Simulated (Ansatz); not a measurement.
## ReP: pressure against volume ratio

All results are calculated (Ansatz 0.2.0). Plane-wave density functional theory, PAW datasets, Gaussian smearing 0.05 eV: equation of state, the given cell scaled in volume with shape and atoms relaxed at each volume.

The cell before it is scaled or strained (space group F-43m, No. 216):
```
CELL_PARAMETERS angstrom
0.00000 2.62970 2.62970
2.62970 0.00000 2.62970
2.62970 2.62970 0.00000
ATOMIC_POSITIONS crystal
Re 0.00000 0.00000 0.00000
P 0.25000 0.25000 0.25000
```

Settings of every row: paw set soft_2; functional PBEsol; spin treatment none; moment partition spheres; spin axis none; wave cutoff 420 eV; k mesh 12x12x12; symmetry use detected.

Atom hubbard u: 0 on all atoms.

Limits: no spin-orbit coupling, which can matter with elements this heavy; the cell comes from a prototype or a list of computed structures and needn't be the stable phase.

| row | volume ratio | V (Å³/atom) | pressure (GPa) | energy above given cell (meV per atom) |
| --- | --- | --- | --- | --- |
| 1 | 0.96 | 17.457 | 7.943 | 17.42 |
| 2 | 0.98 | 17.821 | 3.765 | 4.2 |
| 3 | 1 | 18.185 | ? | ? |
| 4 | 1.02 | 18.548 | -3.387 | 3.91 |
| 5 | 1.04 | 18.912 | -6.437 | 15.12 |

Question: what pressure should row 3 give?

Worked fit of pressure. Take u = (V_r/V)^(2/3) − 1 with V_r = 18.184 Å³ an atom, which is twice the finite (Eulerian) strain; such expansions in the strain, on which the Birch-Murnaghan equation of state is built, carry the rest volume and the bulk modulus. The shown rows have u = 0.02757, 0.01353, -0.01313, -0.02583. Least squares give pressure = 0.0079 + 268.028 × u + 717.4 × u² GPa; a straight line predicts inner rows, each left out in turn, worse (root mean square 0.3 against 0.0016 GPa). The rows lie off it by 0.000, -0.001, 0.001, 0.000. The pressure vanishes at u = -0.0000, or V = 18.18 Å³ an atom, and there the bulk modulus with shape and atoms relaxed is B = −V dP/dV = (2/3)(1 + u) dP/du = 179 GPa. The withheld row has u = -4e-05, so the fit gives 0.0079 + 268.028 × (-4e-05) + 717.4 × (-4e-05)² = -0.003 GPa.

The calculation gave 0.001 GPa. The fit lies 0.004 GPa (400 % of the value, 0.028 % of the column's range) below it; its largest miss of a shown row is 0.001 GPa.

The other values of row 3: energy above given cell 0 meV per atom.
